\section*{The Hush bandwidth relation}

In a mixed-valence complex an extra electron can sit on either of two metal sites, and light can move it from one to the other. Hush (1967) showed that, for a weakly coupled pair, the position of this intervalence band fixes its width. We derive the relation and then ask what it means when a band, such as that of the Creutz--Taube ion, is narrower than the relation allows. At each \textbf{Predict}, stop and answer before reading on.

All energies are in wavenumbers, $E/hc$ in cm$^{-1}$, so a photon energy is written $\tilde\nu$, and $kT=208.5$ cm$^{-1}$ at 300 K. The width $\Delta\tilde\nu_{1/2}$ is the full width at half maximum.

\subsection*{Premises}

\begin{enumerate}
\item[P1.] Two diabatic states suffice: $a$, with the electron on the donor, and $b$, with it on the acceptor. They are coupled by a constant $H>0$, and the dipole operator has no matrix element between them.
\item[P2.] Both diabats are harmonic in the nuclear coordinates $\mathbf q$ (bonds and solvent), with the same positive-definite force-constant matrix $\mathbf K$ and displaced minima.
\item[P3.] The nuclei are classical and in thermal equilibrium at $T$ before absorption.
\item[P4.] The transition is vertical: each molecule absorbs at the electronic gap of its instantaneous configuration.
\item[P5.] The coupling is weak, so that wherever the system is thermally found the gap is the diabatic one. This is Robin--Day class II at its weakly coupled end. We later drop P5 and quantify it.
\end{enumerate}

\subsection*{Step 1: the diabats and the gap}

Put the origin at the minimum of $a$ and the minimum of $b$ at $\mathbf d$:
\begin{equation}
V_a=\tfrac12\mathbf q^{T}\mathbf K\mathbf q,\qquad
V_b=\tfrac12(\mathbf q-\mathbf d)^{T}\mathbf K(\mathbf q-\mathbf d)+\Delta G^\circ .
\tag{1}
\end{equation}
The offset deserves the name $\Delta G^\circ$ because the shift $\mathbf q\to\mathbf q+\mathbf d$ turns the configuration integral of $b$ into that of $a$ times $e^{-\Delta G^\circ/kT}$. The reorganisation energy is the energy of $b$ at the minimum of $a$, counted from the minimum of $b$:
\begin{equation}
\lambda=\tfrac12\mathbf d^{T}\mathbf K\mathbf d .
\tag{2}
\end{equation}

\textbf{Predict.} Both surfaces are quadratic. Of what degree in $\mathbf q$ is their difference, and which premise decides it?

Expanding (1) with $\mathbf K$ symmetric, the terms $\tfrac12\mathbf q^T\mathbf K\mathbf q$ cancel because P2 gives both states the same $\mathbf K$:
\begin{equation}
X(\mathbf q)\equiv V_b-V_a=\lambda+\Delta G^\circ-\mathbf d^{T}\mathbf K\mathbf q .
\tag{3}
\end{equation}
The gap is linear in the coordinates.

\subsection*{Step 2: one coordinate carries everything}

Write $\mathbf q=s\,\mathbf d+\mathbf q_\perp$ with $s=\mathbf d^T\mathbf K\mathbf q/2\lambda$. By (2), $\mathbf d^T\mathbf K\mathbf q_\perp=2\lambda s-2\lambda s=0$, so the cross terms vanish:
\begin{equation}
V_a=\lambda s^2+W,\qquad V_b=\lambda(s-1)^2+\Delta G^\circ+W,\qquad W=\tfrac12\mathbf q_\perp^T\mathbf K\mathbf q_\perp ,
\tag{4}
\end{equation}
\begin{equation}
X=\lambda+\Delta G^\circ-2\lambda s .
\tag{5}
\end{equation}
The change of variables is linear, so its Jacobian is a constant. The Boltzmann factor splits into $e^{-\lambda s^2/kT}e^{-W/kT}$, and the integral over $\mathbf q_\perp$ gives a constant that cancels on normalisation. However many modes there are, $s$ alone matters.

\subsection*{Step 3: the distribution of gaps}

\textbf{Predict.} Find $\langle s^2\rangle$ in state $a$ by equipartition, and from it the variance of $X$. Does a larger $\lambda$ widen or narrow the band?

Equipartition gives $\lambda\langle s^2\rangle=kT/2$, and $\langle s\rangle=0$ by symmetry. From (5),
\begin{equation}
\langle X\rangle=\lambda+\Delta G^\circ,\qquad
\sigma^2=(2\lambda)^2\,\frac{kT}{2\lambda}=2\lambda kT .
\tag{6}
\end{equation}
A larger $\lambda$ confines $s$ more tightly, but it steepens the gap by a factor that enters squared, so the band widens as $\sqrt\lambda$. For the full distribution insert $s=(\lambda+\Delta G^\circ-X)/2\lambda$ in $e^{-\lambda s^2/kT}$; the factor $|ds/dX|=1/2\lambda$ is constant, and normalising gives
\begin{equation}
P(X)=\frac{1}{\sqrt{4\pi\lambda kT}}\exp\!\left[-\frac{(X-\lambda-\Delta G^\circ)^2}{4\lambda kT}\right].
\tag{7}
\end{equation}
As a check, at the crossing $X=0$ the exponent is $-(\lambda+\Delta G^\circ)^2/4\lambda kT$, which is the Marcus activation factor for thermal transfer. For $\Delta G^\circ=0$ the barrier is $\lambda/4$, a quarter of the mean optical gap.

\subsection*{Step 4: from gaps to a spectrum}

By the golden rule, the rate of absorption is proportional to $|\mu_{-+}|^2$, to the squared field amplitude and to the density of molecules whose gap matches $\tilde\nu$. Each event removes an energy $\tilde\nu$, and the light intensity is proportional to the same squared amplitude. With refractive index and local-field factor constant over the band,
\begin{equation}
\varepsilon(\tilde\nu)\propto\tilde\nu\,|\mu_{-+}(\tilde\nu)|^2P(\tilde\nu).
\tag{8}
\end{equation}
Stimulated emission multiplies this by $1-e^{-\tilde\nu/kT}$, which is unity for $\tilde\nu\gg kT$.

\textbf{Predict.} By P1 the diabats have no transition dipole. Where does the intensity come from, and how does it depend on the gap?

It comes from mixing. Take $|-\rangle=\cos\theta|a\rangle-\sin\theta|b\rangle$ and $|+\rangle=\sin\theta|a\rangle+\cos\theta|b\rangle$. The Hamiltonian element between them is $H\cos2\theta-\tfrac12X\sin2\theta$, which vanishes for $\tan2\theta=2H/X$. The adiabatic gap and the transition dipole are then
\begin{equation}
\tilde\nu=\sqrt{X^2+4H^2},\qquad
|\mu_{-+}|=|\mu_b-\mu_a|\sin\theta\cos\theta=|\mu_b-\mu_a|\,\frac{H}{\tilde\nu},
\tag{9}
\end{equation}
since $\sin2\theta=2H/\tilde\nu$. Under P5, $\tilde\nu=X$ wherever $X>0$, and (7) is the $P(\tilde\nu)$ of (8). A convention must now be stated. With constant $H$, (8) and (9) give $\varepsilon\propto P/\tilde\nu$, and the reduced band is $\varepsilon\tilde\nu$. If the transition dipole itself is held constant, $\varepsilon\propto\tilde\nu P$, and the reduced band is $\varepsilon/\tilde\nu$, a form in common use. Write $\varepsilon\propto\tilde\nu^{\,p}P$ with $p=-1$ or $+1$. The reduced band $\varepsilon/\tilde\nu^{\,p}$ is the Gaussian (7) in either case, and $\tilde\nu_{\max}$ below means its maximum,
\begin{equation}
\tilde\nu_{\max}=\lambda+\Delta G^\circ .
\tag{10}
\end{equation}

\subsection*{Step 5: the width}

\textbf{Predict.} How many standard deviations from the centre does a Gaussian fall to half its height?

Setting $e^{-\delta^2/2\sigma^2}=\tfrac12$ gives $\delta=\sigma\sqrt{2\ln2}$. The full width is $2\delta$, so $\Delta\tilde\nu_{1/2}^2=8\ln2\,\sigma^2$, and with (6) and (10)
\begin{equation}
\Delta\tilde\nu_{1/2}=\sqrt{16\ln2\;kT\,\lambda}=\sqrt{16\ln2\;kT\,(\tilde\nu_{\max}-\Delta G^\circ)} .
\tag{11}
\end{equation}
At 300 K, $16\ln2\,kT=11.09\times208.5=2312$ cm$^{-1}$, usually rounded to 2310. In a symmetric complex $\Delta G^\circ=0$, the molecules in well $b$ give the same band as those in well $a$, and
\begin{equation}
\Delta\tilde\nu_{1/2}=\sqrt{2310\,\tilde\nu_{\max}}\qquad(\text{cm}^{-1},\ 300\ \text{K}).
\tag{12}
\end{equation}
This is the Hush bandwidth relation. It has no adjustable parameter, because $\lambda$ sets both the centre and the variance.

\textbf{Predict.} Suppose the maximum of the raw $\varepsilon$ is used in (12). How far off is it?

For $\Delta G^\circ=0$, setting the derivative of $p\ln\tilde\nu-(\tilde\nu-\lambda)^2/2\sigma^2$ to zero gives $\tilde\nu_r(\tilde\nu_r-\lambda)=2p\lambda kT$ for the raw maximum $\tilde\nu_r$, that is
\begin{equation}
\lambda=\frac{\tilde\nu_r^2}{\tilde\nu_r+2p\,kT}.
\tag{13}
\end{equation}
The raw maximum is displaced by about $2p\,kT$, and $2kT=417$ cm$^{-1}$ at 300 K. The second derivative of the same function is $-1/\sigma^2-p/\tilde\nu^2$, so the raw width differs from the reduced one by a fraction of about $-p\,kT/\lambda$.

\subsection*{Step 6: dropping weak coupling}

Take $\Delta G^\circ=0$ and keep P1 to P4. Using $X$ as the coordinate, (4) and (5) give, apart from $W$, $U_a=(X-\lambda)^2/4\lambda$ and $U_b=(X+\lambda)^2/4\lambda$. The lower adiabat is their mean minus half the gap, $E_-=(X^2+\lambda^2)/4\lambda-\tilde\nu/2$.

\textbf{Predict.} Eliminate $X^2$ with (9). What function of $\tilde\nu$ results?

Inserting $X^2=\tilde\nu^2-4H^2$ completes a square:
\begin{equation}
E_-=\frac{(\tilde\nu-\lambda)^2}{4\lambda}-\frac{H^2}{\lambda},\qquad\tilde\nu\ge2H .
\tag{14}
\end{equation}
The Boltzmann factor on the lower adiabat is the same Gaussian as before. The Jacobian is no longer constant, $|dX/d\tilde\nu|=\tilde\nu/\sqrt{\tilde\nu^2-4H^2}$, and therefore
\begin{equation}
P(\tilde\nu)\propto\frac{\tilde\nu}{\sqrt{\tilde\nu^2-4H^2}}\,
\exp\!\left[-\frac{(\tilde\nu-\lambda)^2}{4\lambda kT}\right],\qquad\tilde\nu>2H,
\tag{15}
\end{equation}
and zero below $2H$. Since (9) holds for any $H$, $\varepsilon\tilde\nu\propto P$ still. Three regimes follow.

For $2H<\lambda$, (14) has minima at $\tilde\nu=\lambda$, that is at $X=\pm\sqrt{\lambda^2-4H^2}$: a double well whose vertical gap at the minima is $\lambda$ whatever $H$ is. If the cut-off lies far out in the red tail, say $\lambda-2H\gtrsim3\sigma$, the Jacobian near the centre is $1+2H^2/\tilde\nu^2+\dots$ and (12) stands. This is the quantitative content of P5.

At $2H=\lambda$ the wells merge and the whole red half of the Gaussian is cut away. The exponential factor alone then has half the width (11).

For $2H>\lambda$ (class III) the single minimum is at $X=0$ and the band starts at $2H$.

\textbf{Predict.} What is $d\tilde\nu/dX$ at that minimum, and how should the width now scale with $T$?

From (9), $d\tilde\nu/dX=X/\tilde\nu=0$ at $X=0$: to first order the gap no longer responds to the transfer coordinate. Let $u=\tilde\nu-2H$. For $u\ll H$ the Jacobian goes as $u^{-1/2}$, and the exponent is $-(2H-\lambda)^2/4\lambda kT-u/w-u^2/4\lambda kT$. Dropping the last term, which is allowed when $w^2\ll4\lambda kT$,
\begin{equation}
P\propto u^{-1/2}e^{-u/w},\qquad w=\frac{2\lambda kT}{2H-\lambda},\qquad
\langle u\rangle=\frac w2,\qquad \sigma_u=\frac{w}{\sqrt2},
\tag{16}
\end{equation}
where the moments follow from $\langle u^n\rangle=w^n\,\Gamma(n+\tfrac12)/\Gamma(\tfrac12)$. The band is steep on the red side, tails to the blue, and has a width linear in $kT$. The edge singularity of (15) is integrable but leaves a half-height undefined, so we compare root-mean-square (rms) widths there.

\subsection*{Range of validity}

\emph{Quantum modes.} In the weak-coupling limit with a constant dipole, summing over final vibrational states gives $\sum_f|\langle f|i\rangle|^2(E_f-E_i)^n=\langle i|X^n|i\rangle$ for $n=1,2$, because $(\hat H_b-E_i)|i\rangle=X|i\rangle$. The first two moments of the band are thus those of $X$. A normal mode with quantum $\tilde\omega_j$ has mean potential energy $\tfrac12\tilde\omega_j\langle n+\tfrac12\rangle=\tfrac14\tilde\omega_j\coth(\tilde\omega_j/2kT)$ in place of $kT/2$, so (6) becomes
\begin{equation}
\sigma^2=\sum_j\lambda_j\tilde\omega_j\coth\frac{\tilde\omega_j}{2kT}\;\ge\;2\lambda kT,
\tag{17}
\end{equation}
with $\lambda=\sum_j\lambda_j$, because $x\coth x\ge1$. P3 needs $\tilde\omega_j\lesssim2kT$ for the modes that carry $\lambda$. For a typical metal--ligand stretch of about 450 cm$^{-1}$, $x=1.08$ and $x\coth x=1.36$ at 300 K, which widens the band by 17 per cent if that mode carries all of $\lambda$. The same algebra describes the optical hop of a small polaron between equivalent sites in a gate oxide. With assumed values $\lambda=1.0$ eV and a phonon of 0.08 eV, the model's classical width is 0.54 eV, and a Gaussian with the variance (17) has 0.70 eV. Equation (17) concerns the rms width of the whole envelope; one line of a resolved progression may be narrower.

\emph{Dynamics.} P4 requires the gap to stay fixed over the dephasing time $1/(2\pi c\sigma)$. Faster fluctuations narrow a line motionally.

\emph{Other limits.} Unequal force constants add a quadratic term to (3) and skew the band. Static disorder uncorrelated with $s$ adds its variance. A transition that ends on an excited configuration of the product has $\Delta G^\circ>0$ even in a symmetric complex; then (11) applies, and (12) overestimates the width. Where $\lambda$ is a solvent free energy it depends somewhat on $T$, so the $\sqrt T$ law is approximate. Finally, P5 requires $\lambda-2H\gtrsim3\sigma$.

\subsection*{Illustration: the Creutz--Taube ion}

The ion $[(\mathrm{NH_3})_5\mathrm{Ru}(\mu\text{-pyrazine})\mathrm{Ru}(\mathrm{NH_3})_5]^{5+}$, reported by Creutz and Taube in 1969, is formally Ru(II)--Ru(III) with two equivalent sites. As input take an approximate band maximum of 6400 cm$^{-1}$ and $T=300$ K.

\textbf{Predict.} Treat the ion as weakly coupled class II and estimate the width before computing it.

With $\lambda=6400$ cm$^{-1}$,
\begin{equation}
\sigma=\sqrt{2(6400)(208.5)}=1634\ \text{cm}^{-1},\qquad
\Delta\tilde\nu_{1/2}=\sqrt{2312\times6400}=3.85\times10^3\ \text{cm}^{-1}.
\tag{18}
\end{equation}
The model is consistent in its own terms: the barrier is $\lambda/4kT=7.7$ and $\tilde\nu/kT=30.7$, and P5 asks for $H\lesssim0.75\times10^3$ cm$^{-1}$, at which $2H^2/\lambda^2=0.027$. This width is the model's, not the ion's. As typical knowledge, the band of the ion is only about 1500 cm$^{-1}$ wide and is steeper on its red side, so the class II model overshoots by well over a factor of two.

\textbf{Predict.} Which premise can fail in the direction of a much narrower band? Test each.

\emph{Convention.} If 6400 cm$^{-1}$ is a raw maximum, (13) gives $\lambda=6.85\times10^3$ cm$^{-1}$ for $p=-1$ and $6.01\times10^3$ cm$^{-1}$ for $p=+1$, with reduced widths of $3.98\times10^3$ and $3.73\times10^3$ cm$^{-1}$. Raw and reduced widths differ by a further 3 per cent or so. These shifts also show that the third figure in (18) has meaning only within a stated convention.

\emph{Quantum modes and disorder.} Both widen the envelope.

\emph{Motional narrowing.} The dephasing time is $1/(2\pi c\sigma)=3.25$ fs. Solvent motions typically take tens of femtoseconds or longer, so they are frozen on this scale.

\emph{Excited product.} An assumed offset $\Delta G^\circ=2000$ cm$^{-1}$ gives $3.19\times10^3$ cm$^{-1}$ from (11). Halving the width would need $\Delta G^\circ=\tfrac34\tilde\nu_{\max}=4800$ cm$^{-1}$.

\emph{Strong coupling.} The table gives the moments of (15), by quadrature over $X$, for three assumed parameter sets that all place the maximum or the edge at 6400 cm$^{-1}$. Energies are in $10^3$ cm$^{-1}$.

\begin{center}
\begin{tabular}{lccccc}
\hline
regime & $\lambda$ & $2H$ & mean & rms width & ratio to (18)\\
\hline
weak coupling & 6.4 & $\to0$ & 6.40 & 1.63 & 1\\
II--III border & 6.4 & 6.4 & 7.25 & 0.90 & 0.55\\
class III & 3.2 & 6.4 & 6.59 & 0.25 & 0.15\\
\hline
\end{tabular}
\end{center}

For the last row $w=417$ cm$^{-1}$, and the leading estimate (16) gives $\sigma_u=295$ cm$^{-1}$ against 248 cm$^{-1}$ from the quadrature; the difference comes from the dropped $u^2$ term and from the small-$u$ form of the Jacobian. That row is not a prediction of a real class III width, since the model omits terms as large as what it keeps. Symmetric modes, which change $H$ itself, shift the gap $2H$ in first order and contribute a variance of the form (17): an assumed relaxation energy of 500 cm$^{-1}$ in a 450 cm$^{-1}$ mode gives an rms width of $0.53\times10^3$ cm$^{-1}$, about twice the tabulated value. Zero-point motion along $X$ also rounds off the edge.

What the numbers do show is the logic of the test. Among the departures examined, convention moves the width by a few per cent, quantum modes and disorder move it upward, and the assumed offset lowers it by 17 per cent, whereas raising $2H$ to $\lambda$ or beyond cuts the model's rms width to about half or less and makes the band steep on the red side. A band far narrower than $\sqrt{2310\,\tilde\nu_{\max}}$ therefore points to the failure of P5, which fits the usual placing of the Creutz--Taube ion in class III or at the II--III border. If $2H>\lambda$, the maximum lies near $2H$ and no longer measures $\lambda$; the input above would then give the model's coupling as $H\approx3200$ cm$^{-1}$. The width alone does not separate the border from class III, because it then depends on $\lambda$, on $H$ and on the symmetric modes together.